**4d5/2 hyperfine constants along the 37-electron sequence: naming ions from ⟨r⁻³⟩ and core polarisation**

The table holds A/g and B/Q of the 4d5/2 level from Rb to Cd11+, computed with one electron outside a closed core at the frozen-core Dirac-Hartree-Fock, RPA and Brueckner RPA levels. The program tests the non-relativistic ⟨r⁻³⟩ model, whose parameter-free B/A ratio of 2.052 holds within 0.84 % at DHF level, and fits the square root and the cube root of DHF A/g as straight lines in Z to Nb4+, Tc6+ and Rh8+ only. Inverted for Z, both lines name six of the eight other rows and fail for Rb and Sr+, where the orbital collapses; sorting by DHF A or any B column names all eight, and sorting by correlated A swaps those two. A comparison with 4d3/2 constants of six ions gives RPA shifts of opposite sign for the two j values and a contact part that is negative under three assumptions but uncertain in size. Against a rough recalled measured value of −9 MHz the final A/g is too large by factors of about two (Rb) and five (Sr+).

B-spline many-body code 1, no-pair Dirac-Coulomb: one electron outside a closed [Ar] 3d10 4s2 4p6 core. The constants are from frozen-core Dirac-Hartree-Fock (DHF), then with static RPA core polarisation, then with RPA and Brueckner orbitals (second-order or screened correlation potential). A/g is per unit nuclear g factor, for a uniformly magnetised nucleus.

## The fit in Python

```python
# Table: 4d5/2 hyperfine A/g (MHz) and B/Q (MHz/barn), 37-electron sequence; B-spline many-body code,
# frozen-core DHF, RPA, Brueckner+RPA. Tested: <r^-3> model (B/A ratio, screened scaling), recovery of Z
# of hidden rows from three labelled rows, and the j dependence of the RPA shift of A.
T = {
    'ion': ['Rb', 'Sr+', 'Zr3+', 'Nb4+', 'Mo5+', 'Tc6+', 'Ru7+', 'Rh8+', 'Pd9+', 'Ag10+', 'Cd11+'],
    'Z': [37, 38, 40, 41, 42, 43, 44, 45, 46, 47, 48],
    'charge': [0, 1, 3, 4, 5, 6, 7, 8, 9, 10, 11],  # e
    'nuclear_rms_radius': [4.204, 4.224, 4.269, 4.324, 4.409, 4.411, 4.481, 4.495, 4.532, 4.545, 4.609],  # fm
    'hyperfine_a_dhf_4d52': [2.407, 53.43, 193.4, 273.6, 362.4, 460.6, 568.7, 687.2, 816.6, 957.3, 1110],  # MHz
    'hyperfine_a_rpa_4d52': [-8.652, -48.18, 55.1, 135.9, 228.0, 330.5, 443.3, 566.4, 700.3, 845.2, 1002],  # MHz
    'hyperfine_a_brueckner_rpa_4d52': [-16.56, -44.81, 71.81, 155.3, 249.5, 353.8, 468.3, 593.0, 728.4, 874.9, 1033],  # MHz
    'hyperfine_b_dhf_4d52': [4.95, 110.0, 399.0, 564.0, 748.0, 951.0, 1170, 1420, 1690, 1980, 2290],  # MHz/barn
    'hyperfine_b_rpa_4d52': [17.6, 121.0, 439.0, 625.0, 829.0, 1050, 1300, 1560, 1850, 2160, 2490],  # MHz/barn
    'hyperfine_b_brueckner_rpa_4d52': [24.9, 146.0, 471.0, 660.0, 867.0, 1090, 1340, 1610, 1900, 2210, 2550],  # MHz/barn
}
import numpy as np
from scipy import constants as C
ion = T['ion']; Z = np.array(T['Z'], float); R = np.array(T['nuclear_rms_radius'], float)
g = lambda k: np.array(T['hyperfine_' + k + '_4d52'], float)
A0, A1, A2, B0, B1, B2 = [g(k) for k in ('a_dhf', 'a_rpa', 'a_brueckner_rpa', 'b_dhf', 'b_rpa', 'b_brueckner_rpa')]
pc = lambda k: C.physical_constants[k][0]
a0 = pc('Bohr radius'); l, j, n = 2, 2.5, 4
kA = C.mu_0/(4*np.pi)*2*pc('Bohr magneton')*pc('nuclear magneton')/(C.h*a0**3)/1e6
kB = C.e**2/(4*np.pi*C.epsilon_0)*1e-28/(C.h*a0**3)/1e6
cA = kA*l*(l+1)/(j*(j+1)); cB = kB*(2*j-1)/(2*j+2); den = n**3*l*(l+.5)*(l+1)
print(f"kA {kA:.2f} kB {kB:.2f}; A/g={cA:.2f} MHz, B/Q={cB:.2f} MHz/b per a0^-3; B/A model {cB/cA:.4f}")
fl = 50*10**(np.floor(np.log10(B0))-2)/B0   # % rounding of B (3 digits); A has 4 digits
r3 = A0/cA; Ze = (r3*den)**(1/3); dev = 100*(B0/A0/(cB/cA)-1); dR = A1-A0; dB = A2-A1
print("ion <r-3>/a0^-3 Zeff sigma | B/A dev% floor% | dA_RPA/MHz dA/A_DHF | B_RPA/B_DHF B_Br/B_RPA")
for i, s in enumerate(ion):
    print(f"{s:6}{r3[i]:7.3f}{Ze[i]:6.2f}{Z[i]-Ze[i]:6.2f} |{B0[i]/A0[i]:6.3f}{dev[i]:+6.2f}{fl[i]:5.2f} |"
          f"{dR[i]:7.1f}{dR[i]/A0[i]:7.3f} |{B1[i]/B0[i]:6.3f}{B2[i]/B1[i]:6.3f}")
sl = np.diff(Ze)/np.diff(Z)
print("dZeff/dZ (const. screening: 1):", " ".join(f"{x:.2f}" for x in sl))
print(f"Sr+/Rb DHF: A x{A0[1]/A0[0]:.1f}, B x{B0[1]/B0[0]:.1f}; smallest A_DHF step {100*(A0[1:]/A0[:-1]-1).min():.1f}%")
hid = [0, 1, 2, 4, 6, 8, 9, 10]; kn = [3, 5, 7]; Zf = {}; er = {}
for p in (2, 3):
    m, b = np.polyfit(Z[kn], A0[kn]**(1/p), 1)
    Zf[p] = (A0**(1/p)-b)/m; er[p] = 100*((m*Z+b)**p/A0-1)
    ok = sum(round(Zf[p][i]) == Z[i] for i in hid)
    print(f"p={p} fit on labelled rows: slope {m:.3f}, zero at Z={-b/m:.2f}, right {ok}/8, A(Z=39, absent) {(m*39+b)**p:.0f} MHz")
print(f"hydrogenic slope for p=3: {(cA/den)**(1/3):.3f}")
print("ion Z | Zfit p2, err A% | Zfit p3, err A% | dA_Brueckner/MHz, A_DHF*(B_Br/B_RPA-1)")
for i, s in enumerate(ion):
    print(f"{s:6}{'*' if i in kn else ' '}{Z[i]:3.0f} |{Zf[2][i]:6.2f}{er[2][i]:+8.1f} |{Zf[3][i]:6.2f}{er[3][i]:+8.1f} |"
          f"{dB[i]:+6.1f}{A0[i]*(B2[i]/B1[i]-1):+6.1f}")
cols = dict(A_DHF=A0, A_RPA=A1, A_Br=A2, B_DHF=B0, B_RPA=B1, B_Br=B2, radius=R)
print("right of 8 by sorting:", ", ".join(f"{k} {int((np.argsort(v[hid]) == np.arange(8)).sum())}" for k, v in cols.items()))
print("2nd diff of dA_Brueckner, centres Nb..Ag (floor ~0.2, ~1 at end):", " ".join(f"{x:+.1f}" for x in np.diff(dB[2:], 2)))
# 4d3/2 A/g (DHF, RPA) typed from further outputs of the same runs
d3 = {'Sr+': (128.139, 143.174), 'Nb4+': (655.307, 746.591), 'Mo5+': (868.432, 978.952),
      'Tc6+': (1104.39, 1233.11), 'Pd9+': (1963.04, 2144.2), 'Cd11+': (2673.43, 2889.9)}
clo = [(1.6, 6/8.75), (1.2, 0.8), (0.4, 6/8.75-0.8)]  # (j=3/2, 5/2) factors: common r^-3, orbital, dipolar
print(f"ion dA(3/2) dA(5/2) ratio (contact -1, r^-3 {clo[0][1]/clo[0][0]:+.2f}) | contact in 5/2, MHz: common/orbital/dipolar closure")
allc = []
for s, (x0, x1) in d3.items():
    u = x1-x0; v = dR[ion.index(s)]
    c = [v-f5*(u+v)/(f3+f5) for f3, f5 in clo]; allc += c
    print(f"{s:6}{u:+7.1f}{v:+7.1f}{v/u:+6.2f} | " + " ".join(f"{x:+6.0f}" for x in c))
meas = -9.0  # rough recalled measured A/g of 4d5/2, MHz, both Rb and Sr+
print(f"A_Br / rough recalled -9 MHz: Rb x{A2[0]/meas:.1f}, Sr+ x{A2[1]/meas:.1f}; misses {A2[0]-meas:+.0f}, {A2[1]-meas:+.0f} MHz")
print(f"Sr+ miss as share of its RPA shift {100*(A2[1]-meas)/dR[1]:.0f}%; largest |dA_RPA| at {ion[int(np.argmin(dR))]}")
print(f"worst B/A dev {np.abs(dev).max():.2f}% at {ion[int(np.abs(dev).argmax())]}; radius range {100*(R[-1]/R[0]-1):.1f}%, A_DHF range x{A0[-1]/A0[0]:.0f}")
assert np.all(np.diff(A0) > 0) and np.all(np.diff(B0) > 0)
assert np.abs(dev).max() < 1.5
assert np.all(dR < 0) and all(x1 > x0 for x0, x1 in d3.values()) and max(allc) < 0
assert np.all(A2[:2] < 0) and np.all(A2[2:] > 0) and A2[1] < A2[0]
```

Printed output:

```
kA 95.41 kB 234.96; A/g=65.42 MHz, B/Q=134.27 MHz/b per a0^-3; B/A model 2.0522
ion <r-3>/a0^-3 Zeff sigma | B/A dev% floor% | dA_RPA/MHz dA/A_DHF | B_RPA/B_DHF B_Br/B_RPA
Rb      0.037  3.28 33.72 | 2.057 +0.21 0.10 |  -11.1 -4.595 | 3.556 1.415
Sr+     0.817  9.22 28.78 | 2.059 +0.32 0.45 | -101.6 -1.902 | 1.100 1.207
Zr3+    2.956 14.16 25.84 | 2.063 +0.53 0.13 | -138.3 -0.715 | 1.100 1.073
Nb4+    4.182 15.89 25.11 | 2.061 +0.45 0.09 | -137.7 -0.503 | 1.108 1.056
Mo5+    5.539 17.45 24.55 | 2.064 +0.57 0.07 | -134.4 -0.371 | 1.108 1.046
Tc6+    7.040 18.91 24.09 | 2.065 +0.61 0.05 | -130.1 -0.282 | 1.104 1.038
Ru7+    8.692 20.28 23.72 | 2.057 +0.25 0.43 | -125.4 -0.221 | 1.111 1.031
Rh8+   10.504 21.60 23.40 | 2.066 +0.69 0.35 | -120.8 -0.176 | 1.099 1.032
Pd9+   12.482 22.88 23.12 | 2.070 +0.84 0.30 | -116.3 -0.142 | 1.095 1.027
Ag10+  14.632 24.13 22.87 | 2.068 +0.78 0.25 | -112.1 -0.117 | 1.091 1.023
Cd11+  16.966 25.35 22.65 | 2.063 +0.53 0.22 | -108.0 -0.097 | 1.087 1.024
dZeff/dZ (const. screening: 1): 5.94 2.47 1.74 1.56 1.45 1.38 1.32 1.28 1.25 1.22
Sr+/Rb DHF: A x22.2, B x22.2; smallest A_DHF step 16.0%
p=2 fit on labelled rows: slope 2.418, zero at Z=34.15, right 6/8, A(Z=39, absent) 138 MHz
p=3 fit on labelled rows: slope 0.583, zero at Z=29.83, right 6/8, A(Z=39, absent) 153 MHz
hydrogenic slope for p=3: 0.408
ion Z | Zfit p2, err A% | Zfit p3, err A% | dA_Brueckner/MHz, A_DHF*(B_Br/B_RPA-1)
Rb      37 | 34.79 +1875.2 | 32.13 +2935.9 |  -7.9  +1.0
Sr+     38 | 37.17   +62.3 | 36.29  +102.4 |  +3.4 +11.0
Zr3+    40 | 39.90    +3.5 | 39.75    +7.8 | +16.7 +14.1
Nb4+  * 41 | 40.99    +0.3 | 40.96    +1.0 | +19.4 +15.3
Mo5+    42 | 42.02    -0.5 | 42.06    -1.4 | +21.5 +16.6
Tc6+  * 43 | 43.02    -0.5 | 43.07    -1.7 | +23.3 +17.5
Ru7+    44 | 44.01    -0.2 | 44.04    -0.8 | +25.0 +17.5
Rh8+  * 45 | 44.99    +0.2 | 44.96    +0.7 | +26.6 +22.0
Pd9+    46 | 45.96    +0.6 | 45.86    +2.7 | +28.1 +22.1
Ag10+   47 | 46.94    +0.9 | 46.73    +4.9 | +29.7 +22.2
Cd11+   48 | 47.93    +1.1 | 47.59    +7.2 | +31.0 +26.7
right of 8 by sorting: A_DHF 8, A_RPA 6, A_Br 6, B_DHF 8, B_RPA 8, B_Br 8, radius 8
2nd diff of dA_Brueckner, centres Nb..Ag (floor ~0.2, ~1 at end): -0.6 -0.3 -0.1 -0.1 -0.1 +0.1 -0.3
ion dA(3/2) dA(5/2) ratio (contact -1, r^-3 +0.43) | contact in 5/2, MHz: common/orbital/dipolar closure
Sr+     +15.0 -101.6 -6.76 |    -76    -67   -136
Nb4+    +91.3 -137.7 -1.51 |   -124   -119   -156
Mo5+   +110.5 -134.4 -1.22 |   -127   -125   -144
Tc6+   +128.7 -130.1 -1.01 |   -130   -130   -131
Pd9+   +181.2 -116.3 -0.64 |   -136   -142    -90
Cd11+  +216.5 -108.0 -0.50 |   -141   -151    -65
A_Br / rough recalled -9 MHz: Rb x1.8, Sr+ x5.0; misses -8, -36 MHz
Sr+ miss as share of its RPA shift 35%; largest |dA_RPA| at Zr3+
worst B/A dev 0.84% at Pd9+; radius range 9.6%, A_DHF range x461
```
